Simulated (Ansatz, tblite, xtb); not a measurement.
**A ladder of methods for CH6AlFOSi (SMILES [CH3][Al]([OH])[SiH2]F)**

CH6AlFOSi: 11 atoms, total charge 0, spin state singlet. SMILES: `[CH3][Al]([OH])[SiH2]F`. The coordinates come from a PBE0-D4/def2-TZVP relaxation. This is one conformer, not always the lowest.

```xyz
11

C    -1.3665    0.1299    1.5412
Al   -0.0071    0.5323    0.2140
O     0.6010    2.1174    0.1386
Si    0.9302   -1.0889   -1.4008
F     2.0316   -0.3340   -2.3149
H    -1.6162    1.0116    2.1364
H    -1.0336   -0.6577    2.2248
H    -2.2860   -0.2330    1.0707
H     1.2708    2.3841   -0.4897
H    -0.0797   -1.6690   -2.3344
H     1.6206   -2.2497   -0.7653
```

Each level gives the dipole moment (D). The values are calculated.

```csv
level,kind,program,value (D),CPU time
GFN2-xTB,semi-empirical,tblite,1.44,under 2 s
GFN0-xTB,semi-empirical,xtb,1.28,under 2 s
GFN1-xTB,semi-empirical,xtb,1.33,under 2 s
IPEA1-xTB,semi-empirical,tblite,1.31,under 2 s
HF/STO-3G,Hartree–Fock,Ansatz,0.90,0.73 s
HF/3-21G,Hartree–Fock,Ansatz,1.54,1.1 s
HF/def2-SVP,Hartree–Fock,Ansatz,1.39,3.3 s
BLYP/def2-TZVP,GGA,Ansatz,1.07,17 s
B3LYP/6-31G* (spherical functions),global hybrid,Ansatz,1.10,6.7 s
B3LYP/6-31G* (Cartesian functions),global hybrid,Ansatz,1.10,6.6 s
```

The values span 0.90 to 1.54 D. Magnitudes only: a small dipole may point the other way at some levels. Sets without polarisation functions give poor dipoles. CPU times are rough (shared hosts, several kinds of processor): they show what a rung costs within a factor of a few.

The modest dipole is the remainder of larger bond contributions that partly cancel. In this geometry the Si–F bond runs nearly antiparallel to Al–C, whose carbon end is also negative, and the positive hydrogen of the hydroxyl group further offsets the fluorine end. Small changes in the charge distribution therefore carry much relative weight.

Within Hartree–Fock the value does not rise steadily with basis size: it goes from 0.90 D in the minimal set to 1.54 D with 3-21G, then back to 1.39 D with def2-SVP. A minimal set limits charge transfer towards O and F, while a split valence shell without d functions tends to exaggerate it. The density functionals lie lower, at 1.07 and 1.10 D, probably because correlation reduces the bond polarity that Hartree–Fock overstates, although the basis changes too. The choice between spherical and Cartesian d functions is immaterial here. The tight-binding values lie closer to Hartree–Fock/def2-SVP than to the density functionals, but that agreement does not establish accuracy without a correlated wavefunction reference.
